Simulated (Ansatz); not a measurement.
## A series in volume scale on Mo

Free energy against uniform scaling of the volume at fixed shape and fractions; periodic cell, basis, potentials, k mesh and filling as listed. The results are calculated, by Ansatz 0.2.0.

The cell before it is scaled or strained (space group P6/mmm, No. 191):
```
cell vectors (Å)
   2.7355     0.0000     0.0000
  -1.3678     2.3690     0.0000
   0.0000     0.0000     2.5552
atoms (fractions of the cell vectors)
Mo  0.00000  0.00000  0.50000
```

Settings of every row: functional LDA; dispersion none; potentials all-electron LAPW; k mesh 12x12x11; k shift 0x0x0; occupations fermi dirac; smearing width 0.15 eV; spin none.

Limits: coarse k mesh, up to 40 meV an atom off; the cell comes from a prototype or a list of computed structures and needn't be the stable phase.

| row | volume scale | V (Å³/atom) | energy above lowest point (meV/atom) |
| --- | --- | --- | --- |
| 1 | 0.94 | 15.565 | 6.2 |
| 2 | 0.97 | 16.062 | 0 |
| 3 | 1 | 16.559 | 15.7 |
| 4 | 1.03 | 17.055 | 49.9 |
| 5 | 1.06 | 17.552 | ? |

Question: what energy above lowest point should row 5 give?

Worked fit of energy above lowest point. Take u = (V_r/V)^(2/3) − 1 with V_r = 16.311 Å³ an atom, which is twice the finite (Eulerian) strain; such expansions in the strain, on which the Birch-Murnaghan equation of state is built, carry the rest volume and the bulk modulus. The shown rows have u = 0.0317, 0.01031, -0.01001, -0.0293. Least squares give energy above lowest point = 5.35 − 777.6 × u + 25370 × u² meV/atom; a straight line predicts inner rows, each left out in turn, worse (root mean square 15 against 0.06 meV/atom). All shown rows lie on it to the printed digit. Its lowest point lies at u = 0.0153, or V = 15.94 Å³ an atom, and the curvature there gives the bulk modulus at fixed shape and fractions, B = (4/9)(1 + u)² E″(u)/V = 234 GPa. Letting shape and atoms relax would as a rule lower it, by much in layered, chain or molecular crystals. The withheld row has u = -0.04771, so the fit gives 5.35 − 777.6 × (-0.04771) + 25370 × (-0.04771)² = 100.2 meV/atom.

The calculation gave 100.1 meV/atom. The fit lies 0.1 meV/atom (0.1 % of the column's range) above it, one unit of the last digit. This row lies beyond the range of the fit.
